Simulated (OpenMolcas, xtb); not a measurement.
## How methods differ on GaH3 (SMILES [GaH3])

The species is GaH3 (4 atoms), meant as a singlet with charge 0. SMILES: `[GaH3]`. The coordinates come from a PBE0-D4/def2-TZVP relaxation.

Quantity: the electronic atomisation energy, in eV. The values are calculated. Electronic energies at fixed atoms, without zero-point motion or spin-orbit coupling.

```json
{"level": "GFN0-xTB", "kind": "semi-empirical", "program": "xtb", "value (eV)": "18.01", "CPU time (all runs)": "under 2 s"}
{"level": "GFN1-xTB", "kind": "semi-empirical", "program": "xtb", "value (eV)": "15.53", "CPU time (all runs)": "under 2 s"}
{"level": "HF/def2-TZVPPD", "kind": "Hartree–Fock", "program": "OpenMolcas", "value (eV)": "6.56", "CPU time (all runs)": "23 s"}
{"level": "SVWN5/def2-TZVPPD", "kind": "LDA", "program": "OpenMolcas", "value (eV)": "9.39", "CPU time (all runs)": "38 s"}
{"level": "PBE/def2-TZVPPD", "kind": "GGA", "program": "OpenMolcas", "value (eV)": "8.24", "CPU time (all runs)": "45 s"}
{"level": "M06-L/def2-TZVPPD", "kind": "meta-GGA", "program": "OpenMolcas", "value (eV)": "8.51", "CPU time (all runs)": "63 s"}
{"level": "PBE0/def2-TZVPPD", "kind": "global hybrid", "program": "OpenMolcas", "value (eV)": "8.33", "CPU time (all runs)": "40 s"}
```

All-electron rows without a relativistic Hamiltonian named are non-relativistic. The values span 6.56 to 18.01 eV. The xTB rows lack spin polarisation, so open shells miss the exchange term that lowers them. CPU times are rough (shared hosts, several kinds of processor): they show what a rung costs within a factor of a few.

Hartree–Fock binds GaH3 most weakly, at 6.56 eV, because it omits the correlation energy gained when the unpaired electrons of hydrogen and gallium pair up in three Ga–H bonds. An isolated hydrogen atom has no correlation energy to offset that gain. LDA errs the other way, giving 9.39 eV: the uniform-gas description penalises the strongly inhomogeneous densities of free atoms more than that of the molecule, the familiar overbinding. Gradient corrections remove much of this imbalance, and PBE, PBE0 and M06-L fall between 8.24 and 8.51 eV. Exact exchange barely matters here, with PBE0 slightly above PBE, so the low Hartree–Fock value points to missing correlation rather than to exchange itself. Both xTB values lie far above all the others and are not credible as the strength of three Ga–H bonds. A large atomisation energy does not establish that GaH3 resists losing H2 to form GaH, a route favoured by gallium's accessible +1 state, since the H–H bond formed repays much of the cost.
